# Average energy of a jj configuration

## 1. Premises and conventions

**P1. Hamiltonian.** No-pair Dirac–Coulomb, with a spherical nuclear potential $V(r)$ and the rest energy subtracted:
$$H=\sum_i h(i)+\sum_{i<j}\frac{e'^2}{r_{ij}},\qquad h=c\,\boldsymbol\alpha\cdot\mathbf p+(\beta-1)mc^2+V(r),$$
with $e'^2=e^2/4\pi\varepsilon_0=14.40$ eV Å.

**P2. Spinors.** Orthonormal, positive-energy, central-field form:
$$\psi_{am}=\frac1r\begin{pmatrix}P_a(r)\,\Omega_{\kappa_a m}\\ i\,Q_a(r)\,\Omega_{-\kappa_a m}\end{pmatrix},\qquad \Omega_{\kappa m}=\sum_{\sigma=\pm1/2}\langle l\,m{-}\sigma\,\tfrac12\sigma|jm\rangle Y_{l,m-\sigma}\chi_\sigma .\tag{1}$$
- Subshell $a=(n_a\kappa_a)$, $j=|\kappa|-\frac12$; $\kappa<0$ for $j=l+\frac12$, $\kappa>0$ for $j=l-\frac12$.
- $l_a$ is the orbital momentum of the large component. The small component has $\bar l_a=l_a\pm1$ and the same $j_a$.
- $P_a,Q_a$ are real and the same for all $m$; $\int(P_aP_b+Q_aQ_b)\,dr=\delta_{ab}$ for $\kappa_a=\kappa_b$.

**P3. Configuration.** Fixed integer occupations $q_a$, $0\le q_a\le[j_a]$, with $[j]\equiv2j+1$. All $\mathcal D=\prod_a\binom{[j_a]}{q_a}$ determinants carry equal weight:
$$E_{\rm av}=\mathcal D^{-1}\sum_D\langle D|H|D\rangle .$$

**Angular conventions.** Condon–Shortley phases. $C^k_q=\sqrt{4\pi/(2k+1)}\,Y_{kq}$. Active rotations, $D^j_{mm'}(R)=\langle jm|\hat R|jm'\rangle$.

**Radial integrals.** With $\rho_{ab}=P_aP_b+Q_aQ_b$,
$$R^k[ab|cd]=e'^2\!\iint\rho_{ab}(r_1)\frac{r_<^k}{r_>^{k+1}}\rho_{cd}(r_2)\,dr_1dr_2,$$
$F^k(ab)=R^k[aa|bb]$, $G^k(ab)=R^k[ab|ab]$, so $G^k(aa)=F^k(aa)$.

## 2. Energy of one determinant

Let $p,r,s,t$ label spinors and $\langle pr|st\rangle=\langle\psi_p(1)\psi_r(2)|e'^2/r_{12}|\psi_s(1)\psi_t(2)\rangle$. The Slater–Condon rule gives
$$\langle D|H|D\rangle=\sum_{p\in D}\langle p|h|p\rangle+\tfrac12\sum_{p,r\in D}w_{pr},\qquad w_{pr}=\langle pr|pr\rangle-\langle pr|rp\rangle .\tag{2}$$
Note $w_{pp}=0$: direct and exchange self-terms cancel identically.

$h$ is a rotational scalar, so $\langle p|h|p\rangle=I(a)$ does not depend on $m$. With the phases of (1), $I(a)=\int\phi_a^T h_\kappa\phi_a\,dr$, $\phi_a=(P_a,Q_a)^T$,
$$h_\kappa=\begin{pmatrix}V&\hbar c(-\partial_r+\kappa/r)\\ \hbar c(\partial_r+\kappa/r)&V-2mc^2\end{pmatrix}.$$

## 3. Counting

The set of determinants is the product of independent choices in each subshell. The fraction that contains

- a given spinor of $a$ is $\binom{[j_a]-1}{q_a-1}/\binom{[j_a]}{q_a}=q_a/[j_a]$;
- two given distinct spinors of $a$ is $\binom{[j_a]-2}{q_a-2}/\binom{[j_a]}{q_a}=\dfrac{q_a(q_a-1)}{[j_a]\,2j_a}$, since $[j_a]-1=2j_a$;
- one given spinor of $a$ and one of $b\ne a$ is $q_aq_b/([j_a][j_b])$, by independence.

Insert in (2). The sum over distinct pairs within $a$ may be extended to $m=m'$ because $w_{pp}=0$. The factor $\frac12$ cancels against the two orderings $ab$, $ba$:
$$E_{\rm av}=\sum_aq_aI(a)+\sum_a\frac{q_a(q_a-1)}2\frac{W_{aa}}{[j_a]\,2j_a}+\sum_{a<b}q_aq_b\frac{W_{ab}}{[j_a][j_b]},\qquad W_{ab}=\sum_{m,m'}w_{am,bm'} .\tag{3}$$
Eq. (3) holds for any symmetric two-body operator. What remains is $W_{ab}$, an unrestricted sum over $m$ and $m'$.

## 4. Angular factor

**4a. Spinor at the pole.** $Y_{l\mu}(\hat z)=\delta_{\mu0}\sqrt{[l]/4\pi}$, so only $m=\sigma=\pm\frac12$ survives in (1). The coefficient squared is $(l+1)/[l]$ for $j=l+\frac12$ and $l/[l]$ for $j=l-\frac12$; both equal $[j]/(2[l])$. Hence
$$\Omega_{\kappa\sigma}(\hat z)=s_\sigma\sqrt{[j]/8\pi}\,\chi_\sigma,\qquad s_{1/2}=(-1)^{l+1/2-j}=-\operatorname{sgn}\kappa\equiv s,\qquad s_{-1/2}=+1 .$$
The magnitude knows $j$ only; $l$ enters through a sign.

**4b. Any direction.** A rotation acts as $(\hat R\Omega)(\hat r)=U(R)\,\Omega(R^{-1}\hat r)$, with $U$ the $2\times2$ spin matrix, and $\hat R\,\Omega_{\kappa m}=\sum_{m'}\Omega_{\kappa m'}D^j_{m'm}(R)$. Apply this to $R^{-1}$ at $\hat z$ and use $D_{m'm}(R^{-1})=D^*_{mm'}(R)$:
$$\Omega_{\kappa m}(R\hat z)=\sqrt{[j]/8\pi}\sum_\sigma s_\sigma D^{j*}_{m\sigma}(R)\,U(R)\chi_\sigma .\tag{4}$$
The same argument with $C^k_q(\hat z)=\delta_{q0}$ gives $C^k_q(R\hat z)=D^{k*}_{q0}(R)$.

**4c. Matrix element.** Define $d^k(\kappa m,\kappa'm')=\int\Omega^\dagger_{\kappa m}C^k_q\,\Omega_{\kappa'm'}\,d\hat r$ with $q=m-m'$; other $q$ vanish on the azimuthal integral. $U$ is unitary, so the two spin projections agree. The third Euler angle then cancels in the integrand, and $\int d\hat r=4\pi\int dR$ with normalised group measure:
$$d^k=\tfrac12\sqrt{[j][j']}\sum_\sigma s_\sigma s'_\sigma\int D^j_{m\sigma}D^{k*}_{q0}D^{j'*}_{m'\sigma}\,dR .$$
Use the Clebsch–Gordan series $D^k_{q0}D^{j'}_{m'\sigma}=\sum_J\langle kq\,j'm'|Jm\rangle\langle k0\,j'\sigma|J\sigma\rangle D^J_{m\sigma}$ and the orthogonality $\int D^j_{m\sigma}D^{J*}_{m\sigma}dR=\delta_{jJ}/[j]$:
$$d^k=\tfrac12\sqrt{[j']/[j]}\,\langle kq\,j'm'|jm\rangle\sum_\sigma s_\sigma s'_\sigma\langle k0\,j'\sigma|j\sigma\rangle .$$
Reversing all projections multiplies the last coefficient by $(-1)^{k+j'-j}$. The sum over $\sigma$ is therefore $ss'\langle k0\,j'\frac12|j\frac12\rangle\,[1+(-1)^{k+j'-j}ss']$. With $ss'=(-1)^{l+l'+1-j-j'}$ the total exponent is $k+l+l'+1-2j$, and $1-2j$ is even. So
$$d^k(\kappa m,\kappa'm')=ss'\,\Pi^k_{ll'}\sqrt{\frac{[j']}{[j]}}\,\langle kq\,j'm'|jm\rangle\langle k0\,j'\tfrac12|j\tfrac12\rangle,\tag{5}$$
with $\Pi^k_{ll'}=1$ for $l+l'+k$ even and 0 otherwise. $d^k$ is real.

**4d. Small components.** Under $\kappa\to-\kappa$, $\kappa'\to-\kappa'$ both signs flip, so $ss'$ stays; $j,j'$ stay; $\bar l+\bar l'$ has the parity of $l+l'$. Thus $d^k(-\kappa m,-\kappa'm')=d^k(\kappa m,\kappa'm')$. Since
$$\psi^\dagger_{am}\psi_{bm'}=r^{-2}\big[P_aP_b\,\Omega^\dagger_{\kappa_am}\Omega_{\kappa_bm'}+Q_aQ_b\,\Omega^\dagger_{-\kappa_am}\Omega_{-\kappa_bm'}\big],$$
both parts carry one angular factor, and the radial functions enter only through $\rho_{ab}$.

**4e. Two-electron integral.** Laplace expansion: $r_{12}^{-1}=\sum_k r_<^kr_>^{-k-1}\sum_qC^k_q(1)C^{k*}_q(2)$. For electron 2, $\langle r|C^{k*}_q|t\rangle=\langle t|C^k_q|r\rangle^*=d^k(t,r)$. Hence
$$\langle pr|st\rangle=\delta_{m_p+m_r,\,m_s+m_t}\sum_kd^k(p,s)\,d^k(t,r)\,R^k[ps|rt],\tag{6}$$
$$w_{am,bm'}=\sum_kd^k(am,am)\,d^k(bm',bm')F^k(ab)-\sum_kd^k(am,bm')^2G^k(ab).\tag{7}$$

## 5. Sums over projections

**Direct.** From (4) and the unitarity of $D^j$, $\sum_m\Omega^\dagger_{\kappa m}\Omega_{\kappa m}=([j]/8\pi)\sum_\sigma\sum_m|D^j_{m\sigma}|^2=[j]/4\pi$, a constant. Since $\int C^k_0\,d\hat r=4\pi\delta_{k0}$,
$$\sum_md^k(am,am)=[j_a]\,\delta_{k0}.\tag{8}$$
Also $d^0(am,am)=1$ by normalisation.

**Exchange.** At fixed $m$, normalisation of the coupled state gives $\sum_{m'}\langle k\,m{-}m'\,j_bm'|j_am\rangle^2=1$. Further $\langle k0\,j_b\frac12|j_a\frac12\rangle^2=[j_a]\times(3j)^2$, and the square of a $3j$ symbol is unchanged by column permutations and by reversal of all projections. So, for every $m$,
$$\sum_{m'}d^k(am,bm')^2=[j_b]\,\Gamma^k_{ab},\qquad\Gamma^k_{ab}=\Pi^k_{l_al_b}\begin{pmatrix}j_a&k&j_b\\ \frac12&0&-\frac12\end{pmatrix}^{\!2}.\tag{9}$$
$\Gamma^k_{ab}=\Gamma^k_{ba}$, and $\Gamma^0_{aa}=1/[j_a]$ because $\langle00\,j\frac12|j\frac12\rangle=1$.

Summing (7) with (8) and (9):
$$W_{ab}=[j_a][j_b]\Big[F^0(ab)-\sum_k\Gamma^k_{ab}G^k(ab)\Big].\tag{10}$$

**Same subshell.** Separate $k=0$ in (10): $W_{aa}=[j_a]^2(1-1/[j_a])F^0-[j_a]^2\sum_{k>0}\Gamma^k_{aa}F^k$. The first term is $[j_a]\,2j_aF^0$. Division by $[j_a]\,2j_a$ gives the intrashell bracket below.

## 6. Result

$$\boxed{\begin{aligned}E_{\rm av}={}&\sum_aq_aI(a)+\sum_a\frac{q_a(q_a-1)}2\Big[F^0(aa)-\frac{2j_a+1}{2j_a}\sum_{k=2,4,\dots}^{2j_a-1}\Gamma^k_{aa}F^k(aa)\Big]\\&+\sum_{a<b}q_aq_b\Big[F^0(ab)-\sum_k\Gamma^k_{ab}G^k(ab)\Big]\end{aligned}}\tag{11}$$

- $k$ obeys $|j_a-j_b|\le k\le j_a+j_b$ **and** $l_a+l_b+k$ even. The $3j$ symbol does not enforce the second condition. For $j_a=\frac12$, $j_b=\frac32$ its square is $1/6$ at $k=1$ and $1/10$ at $k=2$; the pair $s_{1/2}p_{3/2}$ takes $k=1$, the pair $p_{1/2}p_{3/2}$ takes $k=2$.
- Within a subshell $k$ is even and $2j_a$ is odd, so the sum ends at $2j_a-1$ and is empty for $j_a=\frac12$.
- A single electron, $q_a=1$, has no self-interaction.
- **Closed subshells.** If $b$ is full, (8) and (9) give each electron outside it the energy $[j_b][F^0(ab)-\sum_k\Gamma^k_{ab}G^k(ab)]$ whatever its $m$. These terms are the same in every determinant and do not split levels. For closed subshells only, $\mathcal D=1$ and (11) is the Dirac–Hartree–Fock energy.
- Fractional occupation $q_a/[j_a]$ of each spinor in the closed-shell formula would give $\frac12q_a^2W_{aa}/[j_a]^2$. This equals the intrashell term of (11) at $q_a=0$ and $q_a=[j_a]$ only.

Coefficients for $s$ and $p$:

| pair | $k$ | $\Gamma^k$ |
|---|---|---|
| $s_{1/2}p_{1/2}$ | 1 | $1/6$ |
| $s_{1/2}p_{3/2}$ | 1 | $1/6$ |
| $p_{1/2}p_{3/2}$ | 2 | $1/10$ |
| $p_{3/2}p_{3/2}$ | 2 | $1/20$ |

## 7. Equality with the weighted mean of levels

Let $\mathcal P$ project on the span of the $\mathcal D$ determinants.

1. By P2 a rotation mixes the spinors of one subshell among themselves. It therefore maps a determinant with occupations $\{q_a\}$ onto a combination of such determinants. The span is invariant, $[\mathcal P,\mathbf J]=0$.
2. $[H,\mathbf J]=0$, so $[\mathcal PH\mathcal P,\mathbf J]=0$. The eigenvectors of $\mathcal PH\mathcal P$ in the span form multiplets $|\gamma JM\rangle$ with energy $E_{\gamma J}$ independent of $M$. The label $\gamma$ separates repeated $J$.
3. Determinants and multiplets are two orthonormal bases of one space. The traces of $\mathcal PH\mathcal P$ and of $\mathcal P$ do not depend on the basis:
$$E_{\rm av}=\frac{\sum_{\gamma J}(2J+1)E_{\gamma J}}{\sum_{\gamma J}(2J+1)},\qquad\sum_{\gamma J}(2J+1)=\mathcal D .\tag{12}$$

The levels in (12) are eigenvalues of $H$ projected on this one jj configuration, with one common set of radial functions. They are not the eigenvalues of the full $H$.

The same argument at fixed $M$ gives the diagonal-sum rule: the sum of (2) over determinants with given $M$ equals $\sum E_{\gamma J}$ over all levels with $J\ge|M|$.

## 8. Use in the self-consistent field

Let $y^k_{ab}(r)=e'^2\int\rho_{ab}(r')\,r_<^kr_>^{-k-1}dr'$. Under $\phi_a\to\phi_a+\delta\phi_a$ the functional derivatives are $2h_{\kappa_a}\phi_a$ for $I(a)$, $4y^k_{aa}\phi_a$ for $F^k(aa)$, $2y^0_{bb}\phi_a$ for $F^0(ab)$ and $2y^k_{ab}\phi_b$ for $G^k(ab)$. Make (11) stationary under the orthonormality constraints and divide by $2q_a$:
$$\Big[h_{\kappa_a}+(q_a-1)\Big(y^0_{aa}-\tfrac{[j_a]}{2j_a}\sum_{k>0}\Gamma^k_{aa}y^k_{aa}\Big)+\sum_{b\ne a}q_by^0_{bb}\Big]\phi_a-\sum_{b\ne a}q_b\sum_k\Gamma^k_{ab}y^k_{ab}\phi_b=\varepsilon_a\phi_a+\sum_{b\ne a}\delta_{\kappa_a\kappa_b}\varepsilon_{ab}\phi_b .$$
No $m$ appears, so P2 is self-consistent. The solution is a stationary point, not an absolute minimum: admixture of negative-energy functions lowers the functional.

## 9. The configuration $6p_{1/2}6p_{3/2}$

Write $s=6s$, $a=6p_{1/2}$ ($\kappa=+1$, sign $-1$ in 4a), $b=6p_{3/2}$ ($\kappa=-2$, sign $+1$). For Pb the valence part $6s^2ab$ of (11) is
$$2I(s)+I(a)+I(b)+F^0(ss)+2\big[F^0(sa)-\tfrac16G^1(sa)\big]+2\big[F^0(sb)-\tfrac16G^1(sb)\big]+F^0(ab)-\tfrac1{10}G^2(ab).$$
Collect in $E_0$ all terms except the last, the closed core included. Then $E_{\rm av}=E_0-\frac1{10}G^2$, with $G^2\equiv G^2(ab)$, and $\mathcal D=2\cdot4=8=3+5$ for $J=1,2$.

**Determinant energies.** The direct part of (7) is $F^0(ab)$ alone: $d^k(am,am)$ needs $k\le1$ and $k$ even. For exchange, $\langle20\,\frac32\frac12|\frac12\frac12\rangle^2=\frac15$, so (5) gives $d^2(a\frac12,bm')^2=\frac25\langle2q\,\frac32m'|\frac12\frac12\rangle^2$:

| $m'$ | $3/2$ | $1/2$ | $-1/2$ | $-3/2$ |
|---|---|---|---|---|
| $\langle2q\,\frac32m'\vert\frac12\frac12\rangle^2$ | $1/10$ | $2/10$ | $3/10$ | $4/10$ |
| $d^2(a\frac12,bm')^2$ | $1/25$ | $2/25$ | $3/25$ | $4/25$ |

The row sums to $\frac25=[j_b]\Gamma^2_{ab}$, as (9) requires. Reversing $m$ and $m'$ leaves the squares unchanged.

**Levels.**
- $M=2$: one determinant $(m,m')=(\frac12,\frac32)$, so $E_2=E_0-\frac1{25}G^2$.
- $M=1$: $(\frac12,\frac12)$ and $(-\frac12,\frac32)$, so $E_1+E_2=2E_0-\frac{2+4}{25}G^2$ and $E_1=E_0-\frac15G^2$.
- $M=0$: $(\frac12,-\frac12)$ and $(-\frac12,\frac12)$ give $\frac{3+3}{25}$, the same sum.

**Test of (12).**
$$\frac{3E_1+5E_2}8=E_0-\frac{3/5+1/5}8G^2=E_0-\frac1{10}G^2=E_{\rm av}.$$
Relative to the average, $E_1-E_{\rm av}=-\frac1{10}G^2$, $E_2-E_{\rm av}=+\frac3{50}G^2$, and $E_2-E_1=\frac4{25}G^2$. The weighted variance is $\sigma^2=\frac18\big[3(\frac1{10})^2+5(\frac3{50})^2\big](G^2)^2=\frac3{500}(G^2)^2$.

**Intrashell test, $b^2$.** Here $\mathcal D=6$, $J=0,2$, and (11) gives $F^0-\frac43\cdot\frac1{20}F^2=F^0-\frac1{15}F^2$. From (5):
- $d^2(b\frac32,b\frac32)=-\frac15$ and $d^2(b\frac12,b\frac12)=+\frac15$, the same for reversed $m$;
- $d^2(b\frac12,b\frac32)=-\frac{\sqrt2}5$ and $d^2(b\frac12,b\,{-}\frac12)=0$; $q=3$ is excluded for $k=2$.

$M=2$ has one determinant: $-\frac1{25}-\frac2{25}=-\frac3{25}$ for $J=2$. $M=0$ has two, each $+\frac1{25}$, so $J=0$ has $\frac2{25}+\frac3{25}=\frac15$. The weighted mean is $\frac16(\frac15-\frac{15}{25})=-\frac1{15}$, in accord with (11).

**Coupling between the two $J=2$ states.** Take $A=|a\frac12,b\frac32|$ and $B=|b\frac12,b\frac32|$, both $M=2$. They differ in one spinor. The operator $h$ and the closed-shell field are scalars of even parity and do not connect $\kappa=+1$ with $\kappa=-2$. From (5), $d^2(a\frac12,b\frac12)=-\frac{\sqrt2}5$ and $d^2(a\frac12,b\frac32)=+\frac15$. Only $k=2$ survives in (6). Direct minus exchange:
$$v=\langle A|H|B\rangle=\Big[\big(-\tfrac{\sqrt2}5\big)\big(-\tfrac15\big)-\big(\tfrac15\big)\big(-\tfrac{\sqrt2}5\big)\Big]R^2[ab|bb]=\tfrac{2\sqrt2}{25}R^2[ab|bb].\tag{13}$$
$J=1$ occurs once in $6p^2$ and has no such partner.

## 10. Range of validity

1. **Identity.** Under P1–P3, (11) and (12) are exact for any $Z$, any nuclear charge model and any orthonormal radial functions, self-consistent or not.
2. **Common orbitals.** Levels from separate optimisations for each $J$ use different $\phi_a$ and are not bound by (12).
3. **Mixing of jj configurations.** Elements such as (13) lie outside $\mathcal PH\mathcal P$. The mean of the physical levels that carry the label of the configuration approaches $E_{\rm av}$ only when $|v|$ is small against the gap to the partner. For light atoms the gap closes and single jj averages lose their meaning. The trace over all jj configurations of one $nl^q$ survives this mixing. For $p^2$ the weights are 1, 8 and 6 out of 15; with equal radial functions the $F^2$ coefficient is $-\frac1{15}(\frac8{10}+\frac6{15})=-\frac2{25}$, the nonrelativistic $p^2$ average.
4. **Correlation.** Excitations out of the chosen subshells lower the levels by amounts that depend on $J$. They are absent from (11).
5. **Breit interaction.** Eqs. (3) and (12) carry over, (10) does not. For the Gaunt term $-e'^2\boldsymbol\alpha_1\cdot\boldsymbol\alpha_2/r_{12}$ the direct sum vanishes, because the current $\sum_m\psi^\dagger_{am}\boldsymbol\alpha\,\psi_{am}$ of a full subshell is zero by time reversal. The exchange sum involves products $P_aQ_b$ with other coefficients. Terms with closed subshells, and one-electron QED shifts, move $E_0$ but not $E_2-E_1$ at fixed orbitals.
6. **Spherical symmetry.** External fields, ligands or a lattice break $[H,\mathbf J]=0$. The trace over the fixed space remains defined, but P2 is no longer self-consistent and $J$ is no label. In metallic fcc Pb the $6p$ states form bands and integer $q_a$ are not good quantum numbers; (11) describes the free atom.
7. **Temperature.** Equal weights are the limit $k_BT\gg\sigma$ within the configuration. Expanding the Boltzmann factors to first order gives $\langle E\rangle_T\simeq E_{\rm av}-\sigma^2/k_BT$.

## 11. Numerical illustration: Pb $6p_{1/2}6p_{3/2}$

**Inputs (approximate, free atom).**
- $G^2(ab)\approx F^2(bb)\approx R^2[ab|bb]\approx3.0$ eV, a typical effective value for the $6p$ shell. The three integrals differ in a four-component calculation, since $6p_{1/2}$ is more compact than $6p_{3/2}$; one value is used for all.
- $\Delta=E_{\rm av}(b^2)-E_{\rm av}(ab)\approx1.5$ eV, mostly the $6p$ spin–orbit splitting.

**Single configuration.**

| | degeneracy | $E-E_0$ (eV) | $E-E_{\rm av}$ (eV) |
|---|---|---|---|
| $J=1$ | 3 | $-0.60$ | $-0.30$ |
| $J=2$ | 5 | $-0.12$ | $+0.18$ |
| average, (11) | 8 | $-0.30$ | 0 |

The weighted deviations cancel: $3(-0.30)+5(0.18)=0$. The plain mean of the two levels, $-0.36$ eV, is not $E_{\rm av}-E_0$. The interval is $E_2-E_1=0.48$ eV, or $5.6\times10^3$ K, and $\sigma=0.23$ eV. Thermal populations at 300 K are therefore far from the equal weights of P3.

**Size of the neglected mixing.** From (13), $v=0.34$ eV. The $J=2$ level of $b^2$ lies at $(-\frac3{25}+\frac1{15})F^2=-\frac4{75}F^2=-0.16$ eV from its own average. The diagonal gap is $g=1.5-0.16-0.18=1.16$ eV, and $v/g=0.29$. The lower root of the $2\times2$ matrix moves by
$$\delta=\tfrac g2-\sqrt{\tfrac{g^2}4+v^2}=-0.09\ \text{eV},$$
with a $b^2$ weight $\frac12\big[1-g/\sqrt{g^2+4v^2}\big]=0.07$. Consequences:
- the interval falls from 0.48 to 0.39 eV, by about a fifth;
- the weighted mean of the two lower levels falls by $\frac58|\delta|=0.06$ eV below $E_{\rm av}$;
- the upper $J=2$ level rises by $|\delta|$, so the trace over $6p^2$ is unchanged.

**Other terms.** The magnetic interaction between the two valence electrons scales as $\alpha^2$ times a Coulomb repulsion of order 10 eV, about $5\times10^{-4}$ eV as an order of magnitude. It is negligible against $\delta$.

**Relation to the real atom.** The single-configuration interval is too large for Pb by tens of per cent; the mixing (13) acts in the direction of the miss. The inputs are rough effective values of the kind adjusted to spectra, so the mixed interval is no independent prediction. Pb is an intermediate-coupling case near the jj limit: (12) holds exactly for the projected levels, while within $6p^2$ the mean of the mixed $J=1,2$ levels departs from $E_{\rm av}$ by about 0.06 eV.